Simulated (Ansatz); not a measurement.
## Ligand exchange: B(CH3)2(OH) + HOCN → B(CH3)(OH)2 + C2H3N

Gas-phase species: B(CH3)2(OH), singlet; HOCN (cyanic acid) `N#CO`, singlet; B(CH3)(OH)2 (methylboronic acid), singlet; C2H3N (acetonitrile) `CC#N`, singlet. The partners trade CH3 for OH: B–CH3 and C–OH bonds give way to B–OH and C–CH3.

Shapes, held fixed at every level: PBE0-D4/def2-TZVP. Flexible molecules stand in one conformer, not always the lowest. Programs: Ansatz 0.2.0. The zero-point and thermal change to 298 K, harmonic and unscaled (PBE0-D4/def2-TZVP), is +3.8 kJ/mol.

```json
{"level": "HF/def2-SVP", "kind": "Hartree–Fock", "ΔH(298 K) (kJ/mol)": "-207.4", "less CCSD(T)/CBS estimate": "-8.6"}
{"level": "BHLYP-D4/def2-TZVPP", "kind": "global hybrid", "ΔH(298 K) (kJ/mol)": "-199.4", "less CCSD(T)/CBS estimate": "-0.6"}
{"level": "PBE0-D4/def2-TZVPP", "kind": "global hybrid", "ΔH(298 K) (kJ/mol)": "-184.6", "less CCSD(T)/CBS estimate": "+14.2"}
{"level": "r2SCAN0-D4/def2-TZVPP", "kind": "global hybrid", "ΔH(298 K) (kJ/mol)": "-192.0", "less CCSD(T)/CBS estimate": "+6.8"}
{"level": "B2PLYP/def2-TZVPP", "kind": "double hybrid", "ΔH(298 K) (kJ/mol)": "-196.9", "less CCSD(T)/CBS estimate": "+1.9"}
{"level": "MP2/def2-SVP", "kind": "perturbation theory", "ΔH(298 K) (kJ/mol)": "-199.9", "less CCSD(T)/CBS estimate": "-1.1"}
{"level": "CCSD(T)/CBS estimate", "kind": "coupled cluster or CI", "ΔH(298 K) (kJ/mol)": "-198.8", "less CCSD(T)/CBS estimate": "0.0"}
```

The highest level, CCSD(T)/CBS estimate, gives ΔH(298 K) = -198.8 kJ/mol; the levels span -207.4 to -184.6. The column of differences is taken from that level and isn't an error. No measured value is set beside it here. The CBS estimate extrapolates MP2 from def2-TZVPP and def2-QZVPP and adds CCSD(T) − MP2 in the triple-zeta set, cores frozen.

The exchange is strongly exothermic at every level, and the thermal term of +3.8 kJ/mol is too small to matter, so the driving force is electronic. It lies mainly at boron: a B–C bond gives way to a much stronger, polar B–O bond, in which an oxygen lone pair also donates into boron's formally empty p orbital. The gain is partly offset, because the hydroxyl group in cyanic acid is itself conjugated with the C≡N π system, and because the two hydroxyl groups in the product compete for the same boron orbital.

PBE0 gives the least exothermic value, while r2SCAN0, with the same share of exact exchange, lies closer to coupled cluster, so that share alone can't account for the spread. The closeness of MP2 in a small basis probably owes something to cancelling errors.

The reaction enthalpy isn't a measure of boron's preference for oxygen alone: cyanic acid is a high-energy isomer of isocyanic acid, and starting from the latter would make the exchange less exothermic.
